# Appendix: Resonance-free zero-point energy and the thermodynamic effect of a Fermi resonance

## A.1 Premises and conventions

The molecule is non-linear, semi-rigid and free of degenerate modes, and it moves on one Born–Oppenheimer surface with a single minimum. Energies are divided by $hc$ and written as wavenumbers. The SI unit is m$^{-1}$; numbers are given in cm$^{-1}$ ($1\ \mathrm{cm^{-1}}=100\ \mathrm{m^{-1}}$, equivalent to $11.96\ \mathrm{J\,mol^{-1}}$). With $\beta=hc/k_BT$, the product of $\beta$ and a wavenumber is a pure number.

Mode $i$ has harmonic wavenumber $\omega_i$ and mass-weighted normal coordinate $X_i$. The dimensionless coordinate is $q_i=(2\pi c\,\omega_i/\hbar)^{1/2}X_i$, with $[q_i,p_j]=\mathrm{i}\delta_{ij}$, $q_i=(a_i+a_i^\dagger)/\sqrt2$ and $p_i=\mathrm{i}(a_i^\dagger-a_i)/\sqrt2$. The starting point is Watson's (1968) Hamiltonian at total angular momentum $J=0$, expanded about the minimum:

$$H=H_0+V_3+V_4+T,\qquad H_0=\sum_i\omega_i v_i,\qquad v_i\equiv n_i+\tfrac12, \tag{1}$$

$$V_3=\tfrac16\sum_{ijk}\phi_{ijk}q_iq_jq_k,\qquad V_4=\tfrac1{24}\sum_{ijkl}\phi_{ijkl}q_iq_jq_kq_l, \tag{2}$$

$$T=\sum_\alpha B_\alpha\left(\pi_\alpha^2-\tfrac14\right),\qquad \pi_\alpha=\sum_{i<j}\zeta^\alpha_{ij}\left[\sqrt{\tfrac{\omega_j}{\omega_i}}\,q_ip_j-\sqrt{\tfrac{\omega_i}{\omega_j}}\,q_jp_i\right]. \tag{3}$$

The sums in (2) are unrestricted, so the $\phi$ are symmetric derivatives of the potential. $B_\alpha=h/(8\pi^2cI_\alpha)$ are the equilibrium rotational constants of the principal axes, $\zeta^\alpha_{ij}$ the Coriolis constants, and $-\tfrac14\sum_\alpha B_\alpha$ is the equilibrium value of Watson's mass-dependent term $-(\hbar^2/8)\sum_\alpha\mu_{\alpha\alpha}$, where $\mu$ is the effective inverse inertia tensor.

A bookkeeping parameter $\lambda$ orders the terms: $V_3\sim\lambda$, and $V_4,T\sim\lambda^2$. Quintic constants and the part of $\mu$ linear in $q$ are of order $\lambda^3$. Terms of odd order change the total number of quanta by an odd number, so energies contain even orders only. Through $\lambda^2$ (second-order vibrational perturbation theory, VPT2),

$$E(\mathbf n)=\sum_i\omega_iv_i+\langle\mathbf n|V_4+T|\mathbf n\rangle+\sum_{\mathbf m\ne\mathbf n}\frac{|\langle\mathbf m|V_3|\mathbf n\rangle|^2}{E^{(0)}_{\mathbf n}-E^{(0)}_{\mathbf m}}. \tag{4}$$

## A.2 The level formula term by term

**Quartic terms.** A diagonal element needs every mode an even number of times. With $\langle q^2\rangle=v$ and $\langle q^4\rangle=\tfrac32v^2+\tfrac38$, and six orderings of $iijj$,

$$\langle V_4\rangle=\sum_i\phi_{iiii}\left(\tfrac{1}{16}v_i^2+\tfrac1{64}\right)+\tfrac14\sum_{i<j}\phi_{iijj}v_iv_j. \tag{5}$$

**Kinetic terms.** Products of two different pairs in $\pi_\alpha^2$ leave some mode with a single operator and have no diagonal element. Within one pair the squares give $(\omega_j/\omega_i+\omega_i/\omega_j)v_iv_j$, because $\langle p^2\rangle=\langle q^2\rangle=v$. Each of the two cross products gives $-\langle qp\rangle\langle pq\rangle=-(\mathrm i/2)(-\mathrm i/2)=-\tfrac14$. Hence

$$\langle T\rangle=\sum_\alpha B_\alpha\left\{\sum_{i<j}(\zeta^\alpha_{ij})^2\left[\left(\tfrac{\omega_i}{\omega_j}+\tfrac{\omega_j}{\omega_i}\right)v_iv_j-\tfrac12\right]-\tfrac14\right\}. \tag{6}$$

**Cubic terms.** The intermediate states in (4) are classified by the change in quantum numbers. Different changes lead to orthogonal states and do not interfere. Each class pairs an operator with its adjoint, and the two denominators have opposite signs. The prefactors follow from counting orderings in (2): $\phi_{iii}q_i^3/6$, $\phi_{iik}q_i^2q_k/2$ and $\phi_{ijk}q_iq_jq_k$, each with $2^{-3/2}$ from the ladder operators. The squared prefactors are $\phi_{iii}^2/288$, $\phi_{iik}^2/32$ and $\phi_{ijk}^2/8$.

*(a) One quantum in mode $k$.* The part of $q_k^3$ that raises $n_k$ by one is $2^{-3/2}\,3a_k^\dagger(n_k+1)$, and the diagonal part of $q_i^2$ is $v_i$. With $S_k=\tfrac12\sum_{i\ne k}\phi_{iik}v_i$ and $t_k=\phi_{kkk}/4$, the upward amplitude is $\sqrt{(n_k+1)/2}\,[S_k+t_k(n_k+1)]$ and the downward one $\sqrt{n_k/2}\,[S_k+t_kn_k]$. Then

$$E_a=-\sum_k\frac{(n_k+1)[S_k+t_k(n_k+1)]^2-n_k[S_k+t_kn_k]^2}{2\omega_k}=-\sum_k\frac{S_k^2+4S_kt_kv_k+t_k^2(3v_k^2+\frac14)}{2\omega_k}. \tag{7}$$

*(b) Three quanta created or three destroyed.* The numerators are

$$(n+1)(n+2)(n+3)-n(n-1)(n-2)=9v^2+\tfrac{15}4,$$
$$(n_k+1)(n_i+1)(n_i+2)-n_kn_i(n_i-1)=4v_iv_k+v_i^2+\tfrac34,$$
$$(n_i+1)(n_j+1)(n_k+1)-n_in_jn_k=v_iv_j+v_iv_k+v_jv_k+\tfrac14,$$

so that

$$E_b=-\sum_i\frac{\phi_{iii}^2(9v_i^2+\frac{15}4)}{288\cdot3\omega_i}-\sum_{i\ne k}\frac{\phi_{iik}^2(4v_iv_k+v_i^2+\frac34)}{32(2\omega_i+\omega_k)}-\sum_{i<j<k}\frac{\phi_{ijk}^2(v_iv_j+v_iv_k+v_jv_k+\frac14)}{8(\omega_i+\omega_j+\omega_k)}. \tag{8}$$

*(c) One quantum exchanged for two in other modes.* The operator $a_ka_i^{\dagger2}$ leads to a state with $E^{(0)}_{\mathbf n}-E^{(0)}_{\mathbf m}=\omega_k-2\omega_i$, and $a_ia_j^\dagger a_k^\dagger$ to one with $D_i=\omega_i-\omega_j-\omega_k$. The numerators are

$$n_k(n_i+1)(n_i+2)-(n_k+1)n_i(n_i-1)=4v_iv_k-v_i^2-\tfrac34, \tag{9}$$
$$n_i(n_j+1)(n_k+1)-(n_i+1)n_jn_k=v_iv_j+v_iv_k-v_jv_k-\tfrac14, \tag{10}$$

and

$$E_c=\sum_{i\ne k}\frac{\phi_{iik}^2(4v_iv_k-v_i^2-\frac34)}{32(\omega_k-2\omega_i)}+\sum_{i<j<k}\frac{\phi_{ijk}^2}{8}\left[\frac{v_iv_j+v_iv_k-v_jv_k-\frac14}{D_i}+\text{two cyclic terms}\right]. \tag{11}$$

Only class (c) has denominators that can vanish: these are the resonances named after Fermi (1931).

In (7)–(11) the terms cubic and linear in $v$ have cancelled, so $E(\mathbf n)=G_0+\sum_i\omega_iv_i+\sum_{i\le j}x_{ij}v_iv_j$. Collecting coefficients,

$$x_{ii}=\frac{\phi_{iiii}}{16}-\frac{5\phi_{iii}^2}{48\omega_i}-\sum_{k\ne i}\frac{\phi_{iik}^2}{32}\left[\frac4{\omega_k}+\frac1{2\omega_i+\omega_k}+\frac1{\omega_k-2\omega_i}\right], \tag{12}$$

$$x_{ij}=\frac{\phi_{iijj}}4-\sum_k\frac{\phi_{iik}\phi_{jjk}}{4\omega_k}-\frac{\phi_{iij}^2}8\left[\frac1{2\omega_i+\omega_j}-\frac1{\omega_j-2\omega_i}\right]-\frac{\phi_{ijj}^2}8\left[\frac1{2\omega_j+\omega_i}-\frac1{\omega_i-2\omega_j}\right]$$
$$-\sum_{k\ne i,j}\frac{\phi_{ijk}^2}8\left[\frac1{\omega_i+\omega_j+\omega_k}-\frac1{D_i}-\frac1{D_j}+\frac1{D_k}\right]+\sum_\alpha B_\alpha(\zeta_{ij}^\alpha)^2\left(\frac{\omega_i}{\omega_j}+\frac{\omega_j}{\omega_i}\right), \tag{13}$$

$$G_0=\sum_i\left[\frac{\phi_{iiii}}{64}-\frac{7\phi_{iii}^2}{576\,\omega_i}\right]-\sum_{i\ne k}\frac{3\phi_{iik}^2}{128}\left[\frac1{2\omega_i+\omega_k}+\frac1{\omega_k-2\omega_i}\right]$$
$$-\sum_{i<j<k}\frac{\phi_{ijk}^2}{32}\left[\frac1{\omega_i+\omega_j+\omega_k}+\frac1{D_i}+\frac1{D_j}+\frac1{D_k}\right]-\frac14\sum_\alpha B_\alpha\left[1+2\sum_{i<j}(\zeta^\alpha_{ij})^2\right]. \tag{14}$$

The $\phi_{iii}^2$ coefficients combine (7) and (8): $\tfrac3{32}+\tfrac1{96}=\tfrac5{48}$ and $\tfrac1{128}+\tfrac5{1152}=\tfrac7{576}$.

## A.3 Cancellation in the zero-point energy

At $\mathbf n=0$ every $v$ equals $\tfrac12$, and $E_0=\tfrac12\sum_i\omega_i+G_0+\tfrac14\sum_{i\le j}x_{ij}$. In units of $\phi_{iik}^2/[32(\omega_k-2\omega_i)]$, the constant $x_{ik}$ holds $4$, $x_{ii}$ holds $-1$ and $G_0$ holds $-\tfrac34$, and $\tfrac14(4-1)-\tfrac34=0$. In units of $\phi_{ijk}^2/(8D_i)$, $x_{ij}$ and $x_{ik}$ hold $1$ each, $x_{jk}$ holds $-1$ and $G_0$ holds $-\tfrac14$, and $\tfrac14(1+1-1)-\tfrac14=0$. The left-hand sides of (9) and (10) give the reason: an operator of class (c) and its adjoint both contain an annihilator of an unexcited mode, so both give zero on the ground state. The poles of $G_0$ and of the $x_{ij}$ arise from rewriting a polynomial in $n$ without a constant term as a polynomial in $v$.

The remaining terms at $v=\tfrac12$ are these. Equation (5) gives $\phi_{iiii}/32$ and $\phi_{iijj}/16$ per pair $i<j$, which is $\tfrac1{32}\sum_{ij}\phi_{iijj}$. In (7) the numerator is $(S_k+t_k)^2$ with $S_k+t_k=\tfrac14\sum_i\phi_{iik}$. In (8) the numerators are $6$, $2$ and $1$, giving the coefficients $\tfrac1{48},\tfrac3{48},\tfrac6{48}$ of $\phi^2/(\text{sum of the three }\omega)$; the factors $1,3,6$ are the numbers of orderings of the indices. In (6), $\tfrac14(\omega_i/\omega_j+\omega_j/\omega_i)-\tfrac12=(\omega_i-\omega_j)^2/(4\omega_i\omega_j)$. With unrestricted sums where no restriction is written,

$$\boxed{E_0=\frac12\sum_i\omega_i+\sum_{ij}\frac{\phi_{iijj}}{32}-\sum_{ijk}\frac{\phi_{iik}\phi_{kjj}}{32\,\omega_k}-\sum_{ijk}\frac{\phi_{ijk}^2}{48(\omega_i+\omega_j+\omega_k)}+E_{\rm kin}} \tag{15}$$

$$E_{\rm kin}=-\frac14\sum_\alpha B_\alpha\left[1-\sum_{i<j}(\zeta_{ij}^\alpha)^2\frac{(\omega_i-\omega_j)^2}{\omega_i\omega_j}\right]. \tag{16}$$

Equation (15) holds at exact resonance as well. The ground state is non-degenerate, and every denominator of its perturbation series, at any order, is an excitation energy $\sum_i m_i\omega_i>0$.

## A.4 Effective Hamiltonian for $\omega_1\approx2\omega_2$

Let $\delta=\omega_1-2\omega_2$ be small. A Van Vleck transformation removes all of $V_3$ except

$$\hat W=g\left(a_1a_2^{\dagger2}+a_1^\dagger a_2^2\right),\qquad g=\frac{\phi_{122}}{4\sqrt2}. \tag{17}$$

A diagonal second-order term needs an operator times its own adjoint, so the diagonal of the transformed Hamiltonian is the level formula without the $1/\delta$ term of (11). The deperturbed constants are

$$x_{12}^*=x_{12}-\frac{\phi_{122}^2}{8\delta},\qquad x_{22}^*=x_{22}+\frac{\phi_{122}^2}{32\delta},\qquad G_0^*=G_0+\frac{3\phi_{122}^2}{128\,\delta}. \tag{18}$$

They give the same $E_0$ if $G_0$ is deperturbed together with the $x_{ij}$. The combination of $x^*_{ij}$ with $G_0$ misses $E_0$ by $-3\phi_{122}^2/(128\delta)$.

$\hat W$ conserves the polyad number $N=2n_1+n_2$ and all other $n_i$. The blocks $N=0,1$ hold one state each and are unshifted. The lowest dyad has the states $|n_1n_2\rangle=|10\rangle,|02\rangle$ with deperturbed energies $\bar E\pm\Delta/2$ above $E_0$ and coupling $W=\sqrt2g=\phi_{122}/4$. Its eigenvalues are

$$E_\pm=\bar E\pm\sqrt{\Delta^2/4+W^2}. \tag{19}$$

## A.5 Effect on the partition function

$Q=\sum e^{-\beta(E-E_0)}$ is the vibrational partition function counted from the zero-point level, which the resonance does not move, and $Q_0$ is its value for $\hat W=0$.

**One dyad, exactly.** From (19), with $x=\beta\Delta/2$ and $w=(\beta W)^2$,

$$\Delta Q=2e^{-\beta\bar E}\left[\cosh\sqrt{x^2+w}-\cosh x\right]\ge0. \tag{20}$$

The trace $E_++E_-=2\bar E$ is invariant, so the two shifts are equal and opposite and no term linear in $W$ appears. The function $f(s)=\cosh\sqrt s=\sum_ks^k/(2k)!$ is entire, with $f'=\sinh x/(2x)$ and $f''=(x\cosh x-\sinh x)/(4x^3)$ at $s=x^2$. Its Taylor series in $w$ gives

$$\Delta Q=(\beta W)^2e^{-\beta\bar E}\,\frac{\sinh x}{x}\left[1+w\,\frac{x\coth x-1}{4x^2}+O(w^2)\right]. \tag{21}$$

No power of $1/\Delta$ survives as $\Delta\to0$. The short form $(\beta W)^2e^{-\beta\bar E}$ needs $|\beta\Delta|\ll1$; otherwise the factor $\sinh x/x>1$ must be kept, since the lower level is more populated than the upper. As $(x\coth x-1)/x^2\le\tfrac13$, the leading relative correction is at most $w/12$, and it tends to $\beta W^2/(2|\Delta|)$ for large $|x|$.

**Plain VPT2 levels.** These carry the shifts $\pm W^2/\delta$, and their Boltzmann sum gives $2e^{-\beta\bar E}[\cosh(x+\beta W^2/\delta)-\cosh x]=2e^{-\beta\bar E}[(\beta W^2/\delta)\sinh x+\tfrac12(\beta W^2/\delta)^2\cosh x+\dots]$. The first term is the leading term of (21) times $\Delta/\delta$. The second is, for small $x$ and $\Delta\approx\delta$, $W^2/\delta^2$ times the first and diverges at resonance. The pole is a property of the exponentiated second-order shifts and not of $Q$.

**All polyads.** Let $K$ be the diagonal deperturbed Hamiltonian with eigenvalues $\epsilon_n$, and $\hat W(\tau)=e^{\tau K}\hat We^{-\tau K}$. Each polyad is a finite matrix, so the Dyson series $e^{-\beta(K+\hat W)}=e^{-\beta K}[1-\int_0^\beta\hat W(\tau)\,d\tau+\int_0^\beta d\tau_1\int_0^{\tau_1}d\tau_2\,\hat W(\tau_1)\hat W(\tau_2)-\dots]$ converges in it. The trace of the first-order term is $-\beta\sum_nW_{nn}e^{-\beta\epsilon_n}=0$. With $s=\tau_1-\tau_2$ and $D=\epsilon_m-\epsilon_n$, the second-order term is $\sum_{nm}|W_{mn}|^2e^{-\beta\epsilon_n}\int_0^\beta(\beta-s)e^{-sD}ds$, and the integral equals $\beta/D-(1-e^{-\beta D})/D^2$. When the terms $(n,m)$ and $(m,n)$ are added the $1/D^2$ parts cancel:

$$\Delta Q^{(2)}=\beta\sum_{\text{pairs}}|W_{mn}|^2\,\frac{e^{-\beta\epsilon_n}-e^{-\beta\epsilon_m}}{\epsilon_m-\epsilon_n}. \tag{22}$$

Each coupled pair contributes the leading term of (21). A closed form follows if $K$ is approximated by equally spaced ladders, $K=\sum_i\varepsilon_in_i$, with $\varepsilon_1=\bar E+\Delta/2$ and $2\varepsilon_2=\bar E-\Delta/2$ so that the lowest dyad is reproduced. The pair $|n_1+1,n_2\rangle$, $|n_1,n_2+2\rangle$ has $|W_{mn}|^2=g^2(n_1+1)(n_2+1)(n_2+2)$ and gap $\Delta$. With $y_i=e^{-\beta\varepsilon_i}$, the sums are $\sum_n(n+1)y_1^n=(1-y_1)^{-2}$ and $\sum_n(n+1)(n+2)y_2^n=2(1-y_2)^{-3}$. Division by $Q_0=\prod_i(1-y_i)^{-1}$ removes the spectator modes. With $1+\bar n_i=(1-y_i)^{-1}$, $2g^2=W^2$ and $y_2^2-y_1=2e^{-\beta\bar E}\sinh x$,

$$\boxed{L\equiv\Delta\ln Q=(\beta W)^2e^{-\beta\bar E}\,\frac{\sinh(\beta\Delta/2)}{\beta\Delta/2}\,(1+\bar n_1)(1+\bar n_2)^2+O(W^4)} \tag{23}$$

The lowest dyad alone gives the same prefactor divided by $Q_0$, which is too small by the factor $(1+\bar n_1)(1+\bar n_2)^2Q_0$. From $A_m=-RT\ln Q$, $S_m=-\partial A_m/\partial T$, $C_{V,m}=T\,\partial S_m/\partial T$ and $T\,\partial/\partial T=-\beta\,\partial/\partial\beta$,

$$\Delta A_m=-RTL,\qquad\Delta S_m=R\left(L-\beta\frac{\partial L}{\partial\beta}\right),\qquad\Delta C_{V,m}=R\beta^2\frac{\partial^2L}{\partial\beta^2}. \tag{24}$$

For an ideal gas $\Delta G_m=\Delta A_m$ and $\Delta C_{p,m}=\Delta C_{V,m}$.

## A.6 Range of validity

1. Equation (15) requires a single minimum and small amplitudes, so that the $\lambda^4$ terms are small. It fails for torsions, inversions and weak intermolecular modes, where $1/\omega_k$ is large. Equation (16) refers to $J=0$ of a non-linear molecule; linear molecules have a different kinetic operator, and degenerate modes add angular-momentum terms to the level formula.
2. The constants (12)–(14) taken singly require $|W|\ll|\delta|$. Equations (15) and (20)–(23) do not.
3. Equation (23) requires $(\beta W_{mn})^2/12\ll1$ in the populated polyads. The coupling grows as $N^{3/2}$ and the ladder energy as $N$, so the untruncated trace diverges and (23) is the first term of an asymptotic series. It is meaningful for $\bar n_i\lesssim1$, when only levels far below dissociation are populated.
4. The ladder form of $K$ neglects factors $e^{-\beta x^*_{ij}}$ in the higher polyads, and $W$ has corrections of relative order $\lambda^2$.
5. Rotation is taken as a common factor. The coupled states have different rotational constants, which alters $L$ by a fraction comparable to their relative change.

## A.7 Illustration: H$_2$O, symmetric stretch and bend overtone

Modes 1, 2, 3 are the symmetric stretch, the bend and the antisymmetric stretch. The inputs, in cm$^{-1}$, are approximate values typical of a quartic field adjusted to spectroscopic constants. They were chosen to reproduce the typical anharmonicity of water, so the results are the model's and test nothing against experiment.

- $\omega_1,\omega_2,\omega_3=3832,\ 1649,\ 3943$
- $\phi_{111},\phi_{112},\phi_{122},\phi_{222},\phi_{133},\phi_{233}=-1815,\ 106,\ 335,\ -382,\ -1856,\ 278$
- $\phi_{1111},\phi_{2222},\phi_{3333},\phi_{1122},\phi_{1133},\phi_{2233}=766,\ 50,\ 850,\ -342,\ 805,\ -404$
- $B_a,B_b,B_c=27.4,\ 14.6,\ 9.53$; $(\zeta^c_{23})^2\approx1$, $\zeta^c_{13}\approx0$

Constants odd in mode 3 vanish by symmetry, among them $\phi_{123}$, and in-plane vibrations give angular momentum only about the out-of-plane axis $c$.

**Zero-point energy.** Two decimals are kept only to display the cancellation. The terms of (15) are: harmonic $4712.00$; quartic $+55.75$; one-quantum $-90.76$, from $\sum_i\phi_{ii1}=-3336$ and $\sum_i\phi_{ii2}=2$; three-quantum $-26.52$; kinetic $-12.88+1.93=-10.95$. The anharmonic part is $-72.48$ and the total $4639.52$.

Equations (12)–(14) give $x_{11},x_{22},x_{33}=-42.5,\ -16.8,\ -47.6$ and $x_{12},x_{13},x_{23}=-15.8,\ -165.9,\ -20.1$, with $\tfrac14\sum x_{ij}=-77.19$ and $G_0=4.71$; the sum is again $-72.48$. With $\delta=534$ the resonant parts are $+26.27$ in $x_{12}$, $-6.57$ in $x_{22}$ and $-4.93$ in $G_0$, against $+4.93$ in $\tfrac14\sum x_{ij}$. The deperturbed values $x_{12}^*=-42.0$, $x_{22}^*=-10.2$, $\tfrac14\sum x^*_{ij}=-82.12$ and $G_0^*=9.63$ leave $E_0$ unchanged, while mixing the two sets shifts it by $59\ \mathrm{J\,mol^{-1}}$.

The anharmonic part is $0.015$ of the harmonic one. The same ratio applied once more suggests $\lambda^4$ terms of roughly $1.1$ cm$^{-1}$. The model's zero-point energy is therefore $4640$ cm$^{-1}$, or $55.5\ \mathrm{kJ\,mol^{-1}}$, against $56.4\ \mathrm{kJ\,mol^{-1}}$ in the harmonic approximation.

**Dyad.** The deperturbed levels are $\varepsilon_1=\omega_1+2x_{11}+\tfrac12(x_{12}^*+x_{13})=3643$ and $2\varepsilon_2=2\omega_2+6x_{22}^*+x_{12}^*+x_{23}=3174$, and $\varepsilon_3=\omega_3+2x_{33}+\tfrac12(x_{13}+x_{23})=3755$. These rounded values give $\varepsilon_2=1587$, $\bar E=3408.5$ and $\Delta=469$, and $W=83.75$. Equation (19) shifts the levels by $\pm14.5$; plain VPT2 gives $\pm13.1$, with $\Delta/\delta=0.88$.

The second temperature below is typical of the oxidation of silicon in steam.

| Quantity | 298.15 K | 1200 K |
|---|---|---|
| $1/\beta$ / cm$^{-1}$ | 207.2 | 834.0 |
| $\beta W$ | 0.404 | 0.100 |
| $x=\beta\Delta/2$ | 1.132 | 0.281 |
| $(\beta W)^2e^{-\beta\bar E}$ | $1.17\times10^{-8}$ | $1.69\times10^{-4}$ |
| same times $\sinh x/x$ | $1.44\times10^{-8}$ | $1.72\times10^{-4}$ |
| $\Delta Q$ from (20) | $1.46\times10^{-8}$ | $1.72\times10^{-4}$ |
| $Q_0$ | 1.000 | 1.204 |
| $L$ from (23) | $1.4\times10^{-8}$ | $2.4\times10^{-4}$ |
| $\Delta A_m$ / J mol$^{-1}$ | $-3.6\times10^{-5}$ | $-2.4$ |
| $\Delta S_m$ / J mol$^{-1}$ K$^{-1}$ | $1.8\times10^{-6}$ | $7.6\times10^{-3}$ |
| $\Delta C_{V,m}$ / J mol$^{-1}$ K$^{-1}$ | $2.4\times10^{-5}$ | $1.5\times10^{-2}$ |

At 298.15 K the detuning factor $\sinh x/x=1.23$ matters and the $W^4$ term adds $1.3$ per cent. At 1200 K the detuning factor is $1.013$, but $\bar n_1=0.013$ and $\bar n_2=0.175$, and the higher polyads raise $L$ by a factor $1.68$ over the $1.43\times10^{-4}$ of the lowest dyad.

The sizes of the neglected terms limit $L$ to two figures at best. At 1200 K, $\beta|x_{12}^*|=0.05$ measures the ladder approximation. A $\lambda^2$ correction to $W$ of relative size $|x_{13}|/\omega_1=0.04$ enters $L$ doubled. The Darling–Dennison coupling of the two stretch overtones is an off-diagonal term of order $\lambda^2$ and obeys (22) as well; a typical element of 80 cm$^{-1}$ at the mean energy $\varepsilon_1+\varepsilon_3=7398$ cm$^{-1}$ adds about $1.3\times10^{-6}$ to $Q$. The diagonal anharmonicity is far larger than the resonance: replacing $\omega_i$ by $\varepsilon_i$ raises $\ln Q_0$ at 1200 K by $0.017$, which is $72$ times $L$. In the model the coupling that moves two levels by $14.5$ cm$^{-1}$ leaves $E_0$ untouched and changes the vibrational heat capacity at 1200 K, $R\sum_i(\beta\varepsilon_i)^2\bar n_i(1+\bar n_i)=10.2\ \mathrm{J\,mol^{-1}K^{-1}}$, by $0.15$ per cent.